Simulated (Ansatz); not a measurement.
## HfN: energy above lowest point and pressure against volume scale

All results are calculated (Ansatz 0.2.0). Free energy against uniform scaling of the volume at fixed shape and fractions; periodic cell, basis, potentials, k mesh and filling as listed.

The cell before it is scaled or strained (space group F-43m, No. 216):
```
HfN
1.0
      0.0000     2.4548     2.4548
      2.4548     0.0000     2.4548
      2.4548     2.4548     0.0000
Hf N
1 1
Direct
  0.00000 0.00000 0.00000
  0.75000 0.75000 0.75000
```

Settings of every row: functional LDA; dispersion none; potentials PAW; wave cutoff 500 eV; density cutoff 2000 eV; k mesh 10x10x10; k shift 0x0x0; occupations methfessel paxton; smearing width 0.1 eV; spin none.

Limits: coarse k mesh, up to 40 meV an atom off; odd electron count without spin; no spin-orbit coupling, which can matter with elements this heavy; the cell comes from a prototype or a list of computed structures and needn't be the stable phase.

| row | volume scale | V (Å³/atom) | energy above lowest point (meV/atom) | pressure (GPa) |
| --- | --- | --- | --- | --- |
| 1 | 0.92 | 13.609 | 10.4 | 7.63 |
| 2 | 0.9467 | 14.004 | 0 | 0.96 |
| 3 | 0.9733 | 14.398 | 4.8 | -4.73 |
| 4 | 1 | 14.793 | 22.6 | -9.63 |
| 5 | 1.0267 | 15.188 | ? | ? |
| 6 | 1.0533 | 15.581 | 90.8 | -17.65 |
| 7 | 1.08 | 15.976 | 138.3 | -20.92 |

Question: what energy above lowest point and pressure should row 5 give?

Worked fit of energy above lowest point. Take u = (V_r/V)^(2/3) − 1 with V_r = 14.595 Å³ an atom, which is twice the finite (Eulerian) strain; such expansions in the strain, on which the Birch-Murnaghan equation of state is built, carry the rest volume and the bulk modulus. The shown rows have u = 0.04774, 0.02794, 0.0091, -0.00894, -0.04265, -0.05849. Least squares give energy above lowest point = 12.16 − 990.5 × u + 19956 × u² meV/atom; a straight line predicts inner rows, each left out in turn, worse (root mean square 22 against 0.087 meV/atom). The rows lie off it by 0.0, -0.1, 0.0, 0.0, 0.1, -0.1. Its lowest point lies at u = 0.0248, or V = 14.07 Å³ an atom, and the curvature there gives the bulk modulus at fixed shape and fractions, B = (4/9)(1 + u)² E″(u)/V = 212 GPa. The withheld row has u = -0.0262, so the fit gives 12.16 − 990.5 × (-0.0262) + 19956 × (-0.0262)² = 51.8 meV/atom.

The calculation gave 51.8 meV/atom. The fit meets it to the printed digit.

Worked fit of pressure. Take u = (V_r/V)^(2/3) − 1 with V_r = 14.595 Å³ an atom, which is twice the finite (Eulerian) strain; such expansions in the strain, on which the Birch-Murnaghan equation of state is built, carry the rest volume and the bulk modulus. The shown rows have u = 0.04774, 0.02794, 0.0091, -0.00894, -0.04265, -0.05849. Least squares give pressure = −7.269 + 272.53 × u + 755.2 × u² + 1504 × u³ GPa; a parabola predicts inner rows, each left out in turn, worse (root mean square 0.072 against 0.028 GPa). The rows lie off it by 0.00, -0.01, 0.00, 0.02, -0.01, 0.01. The pressure vanishes at u = 0.0249, or V = 14.07 Å³ an atom, and there the bulk modulus at fixed shape and fractions is B = −V dP/dV = (2/3)(1 + u) dP/du = 214 GPa. The withheld row has u = -0.0262, so the fit gives −7.269 + 272.53 × (-0.0262) + 755.2 × (-0.0262)² + 1504 × (-0.0262)³ = -13.92 GPa.

The calculation gave -13.93 GPa. The fit lies 0.01 GPa (0.035 % of the column's range) above it, one unit of the last digit.
